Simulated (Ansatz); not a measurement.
## Band topology of BaB2Ir2 with spin–orbit coupling (computed with Ansatz 0.2.0)

Space group I4/mmm (No. 139), 5 atoms in the cell of the first input below: a = 6.363 Å, b = 6.363 Å, c = 6.363 Å, α = 144.04°, β = 144.04°, γ = 51.76°.

The structure is a measured one, not always of the ambient phase, with its volume kept and shape and atoms relaxed (pressure -2.0 GPa with this functional, without spin–orbit coupling). Functional: PBEsol.

Input:

```yaml
crystal:
  lattice:
    - [-1.9639073382, 1.9639073382, 5.7243878842]
    - [1.9639073382, -1.9639073382, 5.7243878842]
    - [1.9639073382, 1.9639073382, -5.7243878842]
  atoms:
    - { symbol: Ba, position: [0.0, 0.0, 0.0] }
    - { symbol: B, position: [0.3180228883, 0.3180228883, 0.0] }
    - { symbol: B, position: [0.6819771117, 0.6819771117, 0.0] }
    - { symbol: Ir, position: [0.75, 0.25, 0.5] }
    - { symbol: Ir, position: [0.25, 0.75, 0.5] }
basis:
  ecutwfc: 420
  ecutrho_ratio: 4
kpoints:
  mp_grid: { grid: [6, 6, 6] }
hamiltonian:
  xc: pbesol
scf:
  occupations: { method: gaussian, width: 0.05 }
output:
  forces: true
  stress: true
  eigenvalues: true
  populations: true
  topological_invariants: true
magnetization:
  noncollinear: true
  spin_orbit: true
```

```bash
ansatz run input.yaml --threads 8 --pin off --max-ram 15360MiB --backend cpu --events-out ev --progress --plain --runs-dir out
```

Time: 4.2 min on 8 threads of Arm Neoverse V2 (shared host), peak memory 3.7 GiB.

Without spin–orbit coupling the gap on a 10×10×10 mesh is 0.00 eV (the bands touch or overlap there). With it, in a separate run (self-consistent on 10×10×10, bands on 12×12×12), the bands overlap in energy by 1.00 eV, and by 1.02 eV on its self-consistent mesh (an overlap on a mesh is a lower bound, as the extrema may lie between its points). The indices are those of the lowest 50 bands, and their direct separation from the next band is open.

Odd-parity bands among them at the eight time-reversal-invariant momenta (inversion centre at 0.000 0.000 0.000):

```tsv
k	odd bands
0.0 0.0 0.0	24
0.0 0.0 0.5	26
0.0 0.5 0.0	26
0.0 0.5 0.5	26
0.5 0.0 0.0	26
0.5 0.0 0.5	26
0.5 0.5 0.0	26
0.5 0.5 0.5	30
```

Problem. What are the Z2 indices by the rule of Fu and Kane?

Solution. Each Kramers pair counts once, so δ = (−1)^(odd bands / 2): +, −, −, −, −, −, −, −. The product of all eight gives ν0, the products over the planes k_i = 1/2 the weak indices: (1;000). The Wilson-loop planes give (1;000).

Problem. The cell is scaled in volume by 0.96 and 1.05 with the atoms carried along. Do the indices change?

Solution. No.

| volume ratio | pressure with spin–orbit coupling (GPa) | smallest direct separation sampled (eV) | at k | separation | Z2 |
| --- | --- | --- | --- | --- | --- |
| 0.96 | 4.7 | 0.062 | 0.08 0.45 0.42 | open | (1;000) |
| 1.00 | -2.1 | 0.061 | 0.08 0.45 0.42 | open | (1;000) |
| 1.05 | -8.9 | 0.060 | 0.08 0.45 0.42 | open | (1;000) |

Caveats: atoms feel forces of up to 0.18 eV/Å at volume ratio 1.00; atoms feel forces of up to 0.36 eV/Å at volume ratio 1.05; atoms feel forces of up to 0.68 eV/Å at volume ratio 0.96; bands overlap in energy, so the bands counted are not the filled states; the cell shown stands at -2.1 GPa, so it isn't this functional's equilibrium; the k-mesh was not tested.

The nontrivial strong index comes from the contrast between the zone centre, with 24 odd bands, and the point 0.5 0.5 0.5, with 30. The other six momenta fall into symmetry-related sets of even size, so their parity signs cancel in the product. BaB2Ir2 is thus a metal with a topologically nontrivial band manifold, not a topological insulator: a direct separation at each k doesn't prevent electron and hole pockets at different k. Any surface states required by the index may overlap with bulk states and need not dominate transport.

The narrowest sampled separation hardly responds to volume, and the index is the same at all three volumes. This suggests an avoided crossing that moves with the bands, probably between states with Ir 5d character, where spin–orbit coupling is strong and mixes orbitals that symmetry would otherwise keep apart. Without parities from the run lacking that coupling, it remains undecided whether it creates the band inversion or only separates bands already inverted.
